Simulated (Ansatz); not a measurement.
# Pressure and energy against volume for a random Si-C alloy cell (Si29C3, x = 0.0938) with PBE at Γ

Silicon and carbon both form four bonds in the diamond structure, but carbon is much the smaller atom, so each carbon on a silicon site pulls its neighbours inward and strains the network around it. Carbon-containing silicon is used to put strain into device layers, and converting strain into stress requires the stiffness and its change with volume. We take one random 64-atom cell with six carbon atoms, scale its volume from −10 % to +6 %, and follow the pressure and the energy with PBE. Volume changes and energies count from the relaxed cell at 18.3380 Å³/atom. Positive pressure means compression, negative pressure means that the cell is held stretched.

## How the numbers were made

One cell of 64 atoms, Si29C3 in reduced formula. Start: diamond Si-C (dilute carbon): 64 atoms, 6 of 64 Si sites given to C at random, cell and internal coordinates interpolated linearly between the end members (Vegard's rule); not relaxed, displaced by a Gaussian of 0.02 Å. Lattice constants are starting values near those of PBE. Cell and atoms were then relaxed in DFT. From that cell the volume was scaled evenly and the atoms were relaxed again at each fixed cell. Ansatz 0.2.0: Kohn-Sham DFT with PBE, PAW potentials, plane waves to 420 eV, k-points Γ alone, no spin polarisation, no spin-orbit coupling. Occupations: fixed occupations. The cutoff and the k-mesh are held, so the number of plane waves changes with the volume. In the run that the rows count from, the cell has a density of 2.41 g/cm³, a pressure of -0.0 GPa and a spacing of 0.31 eV between highest filled and lowest empty level, and its k-points sample 11 Å along the shortest periodic direction.

Notes on method and selection:

- Cells built by rule (random alloys, stacks, cuts and interfaces) are models; they needn't be known phases.
- All values are for 0 K, without vibrations.
- A gap column isn't given, since Γ alone can miss the band edges.
- Where atoms are relaxed at each volume, a cell can fall into another minimum, and loose force tolerances leave some of the strain unrelaxed.
- Series whose pressures fit the equation of state badly weren't written up.
- Runs that did not converge, have known faults or may not be shown are not listed, and runs on Ansatz's PAW sets soft_1 and soft_2 are kept to separate tables.

Columns:

- volume change (%): change of the cell's volume from the relaxed cell, all three axes scaled alike.
- volume (Å³/atom): volume per atom.
- pressure (GPa): pressure, a third of the trace of the stress, positive under compression, without a kinetic term.
- energy (meV/atom): free energy per atom less that of the relaxed cell.

Input lines of one member:

```
kpoints:
  mp_grid: { grid: [1, 1, 1] }
hamiltonian:
  xc: pbe
scf:
  occupations: { method: fixed }
relax:
  f_tol: 0.05
  max_steps: 70
```

Command (options for logging and memory left out): `ansatz run input.yaml --threads 4 --backend cpu`

## The series

| member | volume change (%) | volume (Å³/atom) | pressure (GPa) | energy (meV/atom) |
| --- | --- | --- | --- | --- |
| −10 % | −10 | 16.5042 | 11.421 | 62.297 |
| −6 % | −6 | 17.2377 | 6.542 | 21.739 |
| −3 % | −3 | 17.7879 | 3.158 | 5.302 |
| relaxed cell | 0 | 18.3380 | −0.004 | 0.000 |
| +3 % | 3 | 18.8881 | −2.753 | 4.856 |
| +6 % | 6 | 19.4383 | −5.107 | 18.462 |

Least-squares fits to the whole series, with x = volume change (%); R² and errors in the fitted variable (y, or ln y where the fit is in ln y):

| y | members | fit | R² | rms residual | leave-one-out rms | the same for the mean of the others |
| --- | --- | --- | --- | --- | --- | --- |
| pressure (GPa) | 6 | y = 0.05294 − 0.9697 x + 0.01707 x² | 1.00 | 0.048 | 0.16 | 6.7 |
| energy (meV/atom) | 6 | y = −0.5215 − 0.2897 x + 0.5941 x² | 1.00 | 0.67 | 2.3 | 25 |

## Interpretation

The pressure falls at every step from −10 % to +6 %, and the energy rises on both sides of the relaxed cell. The two rows nearest to that cell give the bulk modulus, the pressure change per relative change of volume:

$B \approx (3.158 + 2.753)/0.06 = 98.5$ GPa.

The resistance is not constant. Between −10 % and −6 % the pressure changes by (11.421 − 6.542)/4 = 1.22 GPa per per cent of volume, and between +3 % and +6 % by (5.107 − 2.753)/3 = 0.78 GPa per per cent. The cause is the shape of the bond energy: repulsion grows steeply as atoms approach, while the restoring force weakens as bonds are stretched.

The energy carries the same asymmetry, because $P = -dE/dV$. Compression by 6 % costs 21.739 meV/atom and stretching by 6 % costs 18.462 meV/atom, a ratio of 1.18. For small changes the cost is close to $\tfrac{1}{2} B V_0 (\Delta V/V_0)^2$. With 1 GPa Å³ = 6.24 meV, a change of 3 % gives 0.5 × 98.5 × 18.338 × 0.03² × 6.24 = 5.1 meV/atom, which is also the mean of the two 3 % rows.

As a physical yardstick for larger changes we use the second-order Birch-Murnaghan equation, which fixes the pressure derivative of the bulk modulus at 4 for the relaxed volume,

$P = \tfrac{3}{2} B\,[(V_0/V)^{7/3} - (V_0/V)^{5/3}]$,

with $B$ = 98.5 GPa and $V_0$ = 18.338 Å³/atom. It meets the rows from −3 % to +6 % within about 0.03 GPa, but gives too high a pressure at −6 % and −10 %. Its rms miss over the six rows is 0.59 GPa, against an rms scatter of about 5.6 GPa about their mean. The fitted parabola in the pressure is closer, with an rms residual of 0.048 GPa, and is the better choice for interpolation.

## Members off the line

The −10 % cell departs most from the Birch-Murnaghan yardstick. The 11.421 GPa in the table falls short of the equation by about 1.4 GPa. At −6 % the shortfall is about 0.4 GPa. The energy agrees: the integrated form, $E = \tfrac{9}{8} B V_0 [(V_0/V)^{2/3} - 1]^2$, gives 67 meV/atom at −10 %, against 62.297 in the table.

The likeliest reason is rearrangement inside the cell. At a volume change of 6 % the atoms shift much farther under compression than under stretching, and they shift farthest at −10 %. Bending bond angles costs less than shortening bonds, so this movement lowers both the energy and the pressure. The stress at −10 % is also visibly uneven between the axes, so the tabulated pressure is an average. Whether the atoms bend gradually or settle into a different minimum is left open.

The fitted parabola in the energy has a different weakness. Without a cubic term it can only imitate the asymmetry by moving its minimum away from the relaxed cell, and at +3 % it gives −0.5215 − 0.2897 × 3 + 0.5941 × 9 = 3.96 meV/atom where the table has 4.856. For small strains the rows themselves, or the bulk modulus, serve better.

## Problems

**What volume corresponds to a pressure of 5 GPa?**
The target lies between the −3 % and −6 % rows. Linear interpolation gives a further compression of 3 × (5 − 3.158)/(6.542 − 3.158) = 1.6 % beyond −3 %, so the volume change is about −4.6 %. The volume is then 18.338 × (1 − 0.046) = 17.5 Å³/atom.

**How far will a constant bulk modulus do?**
With $B$ = 98.5 GPa, a 3 % compression gives 98.5 × 0.03 = 2.96 GPa, against 3.158 in the table, which is 6 % too low. At −10 % it gives 98.5 × 0.10 = 9.85 GPa against 11.421, or 14 % too low. At +6 % it gives a tension of 98.5 × 0.06 = 5.91 GPa against 5.107, or 16 % too high. A constant value is therefore adequate for changes up to 3 % if an error of about 7 % is acceptable.

**Can the pressures be trusted, given that the program warned of a loose threshold for the stress?**
The energies offer a check. Between −6 % and −10 % the mean pressure is (6.542 + 11.421)/2 = 8.98 GPa and the volume shrinks by 17.2377 − 16.5042 = 0.7335 Å³/atom. The work is 8.98 × 0.7335 × 6.24 = 41.1 meV/atom. The energy column rises by 62.297 − 21.739 = 40.6 meV/atom. The two agree to about 1 %, so the warning has no serious consequence for this step.

## Closing remarks

For this cell, a bulk modulus near 98 GPa describes small volume changes, and the fitted parabola describes the pressure from −10 % to +6 %. The result belongs to one random arrangement of six carbon atoms; another arrangement may relax differently, above all under strong compression. Series with a poor equation of state were left out, so the smoothness seen here says little about how smoothly such alloys behave in general.

PBE usually makes covalent semiconductors slightly too large and too soft, so the true stiffness is probably somewhat higher. Zero-point motion, which is left out, would add a small positive pressure at a given volume. Sampling at Γ alone adds an error of unknown sign. Letting the cell change shape at fixed volume could only lower the energy, most noticeably at −10 %. A change to another crystal structure under pressure is not covered by these runs.

[Logs are printed without paths, hosts, clocks, repeated set-up lines and the standing remarks that a program may print on its own settings, such as how far it seeks lower states.]
